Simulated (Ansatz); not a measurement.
# Au: the change of pressure with volume scale

All results are calculated (Ansatz 0.2.0). Periodic Kohn-Sham DFT of a crystal at fixed atoms, scaled to volume_scale times the given cell; pressure positive in compression, energy less spherical unpolarised free atoms, largest_vzz the field gradient of largest size among the nuclei.

The cell before it is scaled or strained (space group Fm-3m, No. 225):
```
cell vectors (Å)
   0.0000     2.0783     2.0783
   2.0783     0.0000     2.0783
   2.0783     2.0783     0.0000
atoms (fractions of the cell vectors)
Au  0.00000  0.00000  0.00000
```

Settings of every row: method frozen-core PAW; functional PBE; relativity scalar; k mesh 14x14x14; filling fermi-dirac; smearing width 0.03 eV; wave cutoff 420 eV; paw set soft_2.

Atom start moment: 0 on all atoms.

Limits: no spin-orbit coupling on heavy atoms.

| row | volume scale | V (Å³/atom) | pressure (GPa) |
| --- | --- | --- | --- |
| 1 | 0.9405 | 16.885 | 10.454 |
| 2 | 0.98 | 17.595 | 3.054 |
| 3 | 1 | 17.953 | ? |
| 4 | 1.02 | 18.313 | -2.59 |
| 5 | 1.06 | 19.031 | -6.717 |

Question: what pressure should row 3 give?

Worked fit of pressure. Take u = (V_r/V)^(2/3) − 1 with V_r = 17.954 Å³ an atom, which is twice the finite (Eulerian) strain; such expansions in the strain, on which the Birch-Murnaghan equation of state is built, carry the rest volume and the bulk modulus. The shown rows have u = 0.04177, 0.01356, -0.01311, -0.03809. Least squares give pressure = 0.022 + 211.613 × u + 912.07 × u² GPa; a straight line predicts inner rows, each left out in turn, worse (root mean square 0.92 against 0.012 GPa). The rows lie off it by 0.002, -0.005, 0.005, -0.002 (root mean square 0.0038 GPa). The pressure vanishes at u = -0.0001, or V = 17.96 Å³ an atom, and there the bulk modulus at fixed shape and fractions is B = −V dP/dV = (2/3)(1 + u) dP/du = 141 GPa. The withheld row has u = 4e-05, so the fit gives 0.022 + 211.613 × (4e-05) + 912.07 × (4e-05)² = 0.030 GPa.

The calculation gave 0.018 GPa. The fit lies 0.012 GPa (67 % of the value, 0.07 % of the column's range) above it; its largest miss of a shown row is 0.005 GPa.
